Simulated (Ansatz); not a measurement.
# Redistribution: C2H3N + SiH3(CF3) → SiH3(CN) + C2H3F3

Species: C2H3N (acetonitrile) `CC#N`, singlet; SiH3(CF3), singlet; SiH3(CN), singlet; C2H3F3 `CC(F)(F)F`, singlet. The partners trade CH3 for SiH3; both sit on C, so the bond types are kept.

Shapes, held fixed at every level: PBE0-D4/def2-TZVP. Programs: Ansatz 0.2.0. The zero-point and thermal change to 298 K, harmonic and unscaled (PBE0-D4/def2-TZVP), is +2.0 kJ/mol.

Problem. Estimate ΔH(298 K) of this reaction.

Solution. The highest level, CCSD(T)/CBS estimate, gives ΔH(298 K) = -67.4 kJ/mol; the levels span -75.8 to -50.6. The column of differences is taken from that level and isn't an error. No measured value is set beside it here. The CBS estimate extrapolates MP2 from def2-TZVPP and def2-QZVPP and adds CCSD(T) − MP2 in the triple-zeta set, cores frozen.

| level | kind | ΔH(298 K) (kJ/mol) | less CCSD(T)/CBS estimate |
| --- | --- | --- | --- |
| HF/def2-SVP | Hartree–Fock | -75.8 | -8.4 |
| HF/def2-TZVPP | Hartree–Fock | -74.3 | -6.9 |
| SPW92/def2-TZVPP | LDA | -50.6 | +16.8 |
| PBE0-D4/def2-TZVPP | global hybrid | -57.1 | +10.3 |
| wB97M-V/def2-TZVPP | range-separated hybrid | -62.6 | +4.8 |
| CCSD(T)/def2-SVP | coupled cluster or CI | -73.4 | -6.0 |
| CCSD/def2-SVP | coupled cluster or CI | -73.6 | -6.2 |
| CCSD(T)/CBS estimate | coupled cluster or CI | -67.4 | 0.0 |

Every level makes the exchange clearly exothermic, with -67.4 kJ/mol as the best estimate. The thermal term of +2.0 kJ/mol is small, so the driving force is electronic. It probably lies in bond polarity: silicon is more electropositive than carbon and gains from binding the electron-rich carbon of cyanide. In SiH3(CF3) it instead faces a carbon already made positive by three fluorines, whereas a methyl group, whose carbon carries more negative charge, suits that position better.

Hartree–Fock overshoots the exothermicity and the density functionals undershoot it, LDA most of all, perhaps because they balance charge separation and delocalisation differently. In the small basis, CCSD and CCSD(T) almost coincide, so triples matter little there. The remaining shift to the CBS estimate therefore probably reflects mainly the basis-set demands of the correlation energy, since Hartree–Fock itself changes little between the two basis sets. The reaction enthalpy alone can't separate the gain in the Si–CN bond from the relief of the unfavourable Si–CF3 pairing.
